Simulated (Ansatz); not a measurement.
## ZnO: energy above lowest point and pressure against volume scale

Results calculated with Ansatz 0.2.0, not measured. Free energy against uniform scaling of the volume at fixed shape and fractions; periodic cell, basis, potentials, k mesh and filling as listed.

The cell before it is scaled or strained (space group P6_3mc, No. 186):
```
ZnO
1.0
      3.2493     0.0000     0.0000
     -1.6247     2.8140     0.0000
      0.0000     0.0000     5.2057
Zn O
2 2
Direct
  0.33333 0.66667 0.50000
  0.66667 0.33333 0.00000
  0.66667 0.33333 0.37901
  0.33333 0.66667 0.87901
```

Settings of every row: functional PBE; dispersion none; potentials PAW; wave cutoff 571.44 eV; density cutoff 2285.8 eV; k mesh 12x12x4; k shift 0x0x0; occupations fixed; smearing width 0 eV; spin none.

| row | volume scale | V (Å³/atom) | energy above lowest point (meV/atom) | pressure (GPa) |
| --- | --- | --- | --- | --- |
| 1 | 0.92 | 10.948 | 76.2 | 19.88 |
| 2 | 0.9467 | 11.265 | 42.7 | 14.15 |
| 3 | 0.9733 | 11.582 | ? | ? |
| 4 | 1 | 11.9 | 5.9 | 4.88 |
| 5 | 1.0267 | 12.217 | 0 | 1.13 |
| 6 | 1.0533 | 12.534 | 1.1 | -2.12 |
| 7 | 1.08 | 12.852 | 8.1 | -4.95 |

Question: what energy above lowest point and pressure should row 3 give?

Worked fit of energy above lowest point. Take u = (V_r/V)^(2/3) − 1 with V_r = 12.059 Å³ an atom, which is twice the finite (Eulerian) strain; such expansions in the strain, on which the Birch-Murnaghan equation of state is built, carry the rest volume and the bulk modulus. The shown rows have u = 0.06656, 0.04645, 0.00889, -0.00864, -0.02543, -0.04157. Least squares give energy above lowest point = 2.03 + 331.3 × u + 11595 × u² + 2555 × u³ meV/atom; a parabola predicts inner rows, each left out in turn, worse (root mean square 0.12 against 0.047 meV/atom). All shown rows lie on it to the printed digit. Its lowest point lies at u = -0.0144, or V = 12.32 Å³ an atom, and the curvature there gives the bulk modulus at fixed shape and fractions, B = (4/9)(1 + u)² E″(u)/V = 129 GPa. Letting shape and atoms relax would as a rule lower it, by much in layered, chain or molecular crystals. The withheld row has u = 0.02727, so the fit gives 2.03 + 331.3 × (0.02727) + 11595 × (0.02727)² + 2555 × (0.02727)³ = 19.7 meV/atom.

The calculation gave 19.7 meV/atom. The fit meets it to the printed digit.

Worked fit of pressure. Take u = (V_r/V)^(2/3) − 1 with V_r = 12.059 Å³ an atom, which is twice the finite (Eulerian) strain; such expansions in the strain, on which the Birch-Murnaghan equation of state is built, carry the rest volume and the bulk modulus. The shown rows have u = 0.06656, 0.04645, 0.00889, -0.00864, -0.02543, -0.04157. Least squares give pressure = 2.932 + 213.17 × u + 587.8 × u² + 523 × u³ GPa; a parabola predicts inner rows, each left out in turn, worse (root mean square 0.026 against 0.012 GPa). The rows lie off it by 0.00, 0.00, 0.01, 0.00, 0.00, 0.00. The pressure vanishes at u = -0.0143, or V = 12.32 Å³ an atom, and there the bulk modulus at fixed shape and fractions is B = −V dP/dV = (2/3)(1 + u) dP/du = 129 GPa. Letting shape and atoms relax would as a rule lower it, by much in layered, chain or molecular crystals. The withheld row has u = 0.02727, so the fit gives 2.932 + 213.17 × (0.02727) + 587.8 × (0.02727)² + 523 × (0.02727)³ = 9.19 GPa.

The calculation gave 9.19 GPa. The fit meets it to the printed digit.
